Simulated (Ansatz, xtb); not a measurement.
**Redistribution: C2HBrF2 + CH3Cl → C2HClF2 + CH3Br**

Gas-phase species: C2HBrF2 `F/C=C(\F)Br`, singlet; CH3Cl (chloromethane) `CCl`, singlet; C2HClF2 `F/C=C(\F)Cl`, singlet; CH3Br (bromomethane) `CBr`, singlet. The partners trade Br for Cl; both sit on C, so the bond types are kept.

Shapes, held fixed at every level: PBE0-D4/def2-TZVP. Programs: Ansatz 0.2.0, xtb 6.7.1. Electronic energies: no zero-point or thermal term.

```tsv
level	kind	ΔE (kJ/mol)	less CCSD(T)/def2-TZVPP
GFN0-xTB	semi-empirical	-4.6	+3.2
HF/def2-TZVPP	Hartree–Fock	-9.9	-2.1
r2SCAN-D4/def2-TZVPP	meta-GGA	-8.9	-1.1
B3LYP-D4/def2-TZVPP	global hybrid	-7.7	+0.1
PBE0-D4/def2-TZVPP	global hybrid	-8.6	-0.8
wB97X-V/def2-TZVPP	range-separated hybrid	-8.0	-0.2
MP2/def2-TZVPP	perturbation theory	-7.3	+0.5
CCSD(T)/def2-TZVPP	coupled cluster or CI	-7.8	0.0
```

The highest level, CCSD(T)/def2-TZVPP, gives ΔE = -7.8 kJ/mol; the levels span -9.9 to -4.6. The column of differences is taken from that level and isn't an error. No measured value is set beside it here. Relativity is left out for Br. Outer-core shells of Br are correlated, in sets that cover them unevenly.

Every level favours chlorine on the fluorinated vinyl carbon and bromine on methyl, with a modest driving force of -7.8 kJ/mol at CCSD(T). Because the bond types are conserved, most of the intrinsic difference between C–Cl and C–Br bonds cancels, leaving the difference in how the two carbons respond to the exchange. The preference probably reflects better π overlap of the chlorine 3p lone pair with the alkene than of the more diffuse bromine 4p pair, together with stronger polar bonding of chlorine to a carbon already made electron-poor by fluorine. Less crowding beside the smaller halogen may also help.

Hartree–Fock already gives the direction, so the preference doesn't depend on electron correlation. Correlation weakens it, from -9.9 to -7.8 kJ/mol, which suggests slightly greater correlation stabilisation on the bromoalkene side. MP2 recovers this shift but slightly overshoots it. The reaction energy alone can't separate π donation from inductive and steric contributions.
